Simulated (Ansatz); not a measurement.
ScAl₃As₄ under compression: one row to predict

The structure comes from a proposed guess, relaxed at this level; another structure or a mixture of phases may lie lower.

Level of theory: Ansatz, DFT PBE, scalar-relativistic, plane waves, PAW. The final run on the 8-atom cell used 420 eV, a Γ-centred 12×12×2 mesh, 0.02 eV smearing and no spin polarisation.

```cif
data_structure
_symmetry_space_group_name_H-M 'P3m1'
_symmetry_Int_Tables_number 156
_cell_length_a 4.0086
_cell_length_b 4.0086
_cell_length_c 13.4120
_cell_angle_alpha 90.000
_cell_angle_beta 90.000
_cell_angle_gamma 120.000
_cell_volume 186.64
loop_
_atom_site_label
_atom_site_type_symbol
_atom_site_symmetry_multiplicity
_atom_site_Wyckoff_symbol
_atom_site_fract_x
_atom_site_fract_y
_atom_site_fract_z
_atom_site_occupancy
Sc1 Sc 1 a 0.00000 0.00000 0.08572 1
Al1 Al 1 a 0.00000 0.00000 0.31813 1
Al2 Al 1 c 0.66667 0.33333 0.56521 1
Al3 Al 1 b 0.33333 0.66667 0.81230 1
As1 As 1 c 0.66667 0.33333 0.23878 1
As2 As 1 a 0.00000 0.00000 0.50102 1
As3 As 1 c 0.66667 0.33333 0.74812 1
As4 As 1 b 0.33333 0.66667 0.99373 1
```

The cell was set to several volumes, with shape and atoms relaxed at each where symmetry leaves them free. Pressure is positive in compression, and energies count from the lowest row.

| row | V (Å³/atom) | P (GPa) | ΔE (meV/atom) | gap on mesh (eV) |
| --- | --- | --- | --- | --- |
| 1 | 20.530 | 10.78 | 84.3 | 0.51 |
| 2 | 21.230 | ? | ? | ? |
| 3 | 21.930 | 4.55 | 18.8 | 0.67 |
| 4 | 22.630 | 2.09 | 4.4 | 0.75 |
| 5 | 23.330 | 0.00 | 0.0 | 0.81 |
| 6 | 24.030 | -1.79 | 4.0 | 0.82 |
| 7 | 24.730 | -3.32 | 15.3 | 0.78 |
| 8 | 25.663 | -5.00 | 39.7 | 0.73 |

**Question.** Find B = −V·ΔP/ΔV from rows 4 and 6 and from rows 1 and 3, and from the two its slope B′ and its value B0 at zero pressure.

**Answer.** Rows 4 and 6 give −(22.630 + 24.030)/2 × (-1.79 − (2.09))/(24.030 − 22.630) = 64.7 GPa at a mean pressure of 0.15 GPa. Rows 1 and 3 give −(20.530 + 21.930)/2 × (4.55 − (10.78))/(21.930 − 20.530) = 94.5 GPa at a mean pressure of 7.66 GPa. So B′ = (94.5 − 64.7)/(7.66 − (0.15)) = 3.97 and B0 = 64.7 − 3.97 × (0.15) = 64.1 GPa. A third-order Birch–Murnaghan fit to all the energies gives B0 = 64.4 GPa and B′ = 4.2.

**Question.** Estimate the pressure and energy of row 2.

**Answer.** From row 5, V0 = 23.330 × (1 + (0.00)/64.1) = 23.330 Å³/atom. Murnaghan's form P = (B0/B′)·[(V0/V)^B′ − 1] gives (64.1/3.97) × [(23.330/21.230)^3.97 − 1] = 7.33 GPa; the computed pressure is 7.42 GPa, so the estimate is off by -0.09 GPa. The work of compression from row 3, with the mean of the two pressures, gives ΔE = 18.8 + (7.33 + 4.55)/2 × (21.930 − 21.230)/160.2 × 1000 = 44.8 meV/atom (1 eV/Å³ = 160.2 GPa); the computed value is 44.8 meV/atom.

**Question.** Fit the gap against pressure through the other rows and estimate it at the computed pressure of row 2.

**Answer.** Over the 7 rows the mean pressure is 1.0443 GPa and the mean gap is 0.724 eV. The sums of products of deviations are S_xx = 172.9 and S_xy = -2.888, so the slope is -2.888/172.9 = -0.0167 (r = -0.84, rms misfit 0.05 eV). At 7.42 GPa the line gives 0.724 + (-0.0167) × (7.42 − 1.0443) = 0.62 eV. The computed value is 0.60 eV, so the line is off by +0.02 eV, less than the largest miss among the fitted rows (0.09 eV). The rows follow a line poorly: the gap bends, or the lowest transition changes along the series.

Kohn–Sham gaps at this level usually fall short of measured ones. All volumes keep the k mesh of the relaxed cell. A later test with randomly moved atoms came back to the same energy, though modes that don't fit the test's cell weren't probed.

The compression curve is that of an ordinary, fairly soft covalent-ionic solid, stiffening smoothly as the bonds shorten. Part of the softness probably comes from the scandium layer, where three As neighbours sit close and three on the other side much farther away; those long contacts should yield more easily than the tetrahedral Al–As network.

The gap is not monotonic: it peaks at 0.82 eV in row 6 and falls on both sides, to 0.51 eV at the strongest compression. Two effects probably compete. Shorter bonds push bonding and antibonding states apart, but they also broaden the As p and empty Sc d bands, which narrows the gap once broadening prevails. A change in the conduction-band minimum could give the same bend. The straight line therefore does well at row 2 because it passes near the curve there, and its slope is no uniform pressure coefficient. Telling these explanations apart would take orbital-resolved band edges at several volumes.
